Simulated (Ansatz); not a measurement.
## A series in volume per atom on HfH₂

Periodic Kohn-Sham DFT of a crystal at fixed atoms; pressure and stress are positive in compression; the energy is the free energy less that of spherical unpolarised free atoms; site moments are those in the method's own spheres, positive along +z. The results are calculated, by Ansatz 0.2.0.

Cell of the first row (space group I4/mmm, No. 139):
```
CELL_PARAMETERS angstrom
-1.70350 1.70350 2.13600
1.70350 -1.70350 2.13600
1.70350 1.70350 -2.13600
ATOMIC_POSITIONS crystal
Hf 0.00000 0.00000 0.00000
H 0.75000 0.25000 0.50000
H 0.25000 0.75000 0.50000
```

Settings of every row: method all-electron PAW; functional LDA; relativity scalar; k mesh 12x12x12; filling fermi-dirac; smearing width 0.03 eV; nucleus gaussian.

Atom start moment: 0 on all atoms.

Limits: no spin-orbit coupling on heavy atoms.

```
row  volume per atom (Å³)  pressure (GPa)
  1                 8.265           0.835
  2                 8.616               ?
  3                 8.792          -8.361
  4                  8.88          -9.633
  5                 9.144          -13.08
```

Question: what pressure should row 2 give?

Worked fit of pressure. Take u = (V_r/V)^(2/3) − 1 with V_r = 8.836 Å³ an atom, which is twice the finite (Eulerian) strain; such expansions in the strain, on which the Birch-Murnaghan equation of state is built, carry the rest volume and the bulk modulus. The shown rows have u = 0.04554, 0.00333, -0.00331, -0.02258. Least squares give pressure = −9.0049 + 192.26 × u + 522.8 × u² GPa; a straight line predicts inner rows, each left out in turn, worse (root mean square 0.35 against 0.0048 GPa). The rows lie off it by 0.000, -0.002, 0.003, 0.000. The pressure vanishes at u = 0.0420, or V = 8.307 Å³ an atom, and there the bulk modulus at fixed shape and fractions is B = −V dP/dV = (2/3)(1 + u) dP/du = 164 GPa. Letting shape and atoms relax would as a rule lower it, by much in layered, chain or molecular crystals. The withheld row has u = 0.01695, so the fit gives −9.0049 + 192.26 × (0.01695) + 522.8 × (0.01695)² = -5.596 GPa.

The calculation gave -5.608 GPa. The fit lies 0.012 GPa (0.086 % of the column's range) above it; its largest miss of a shown row is 0.003 GPa.
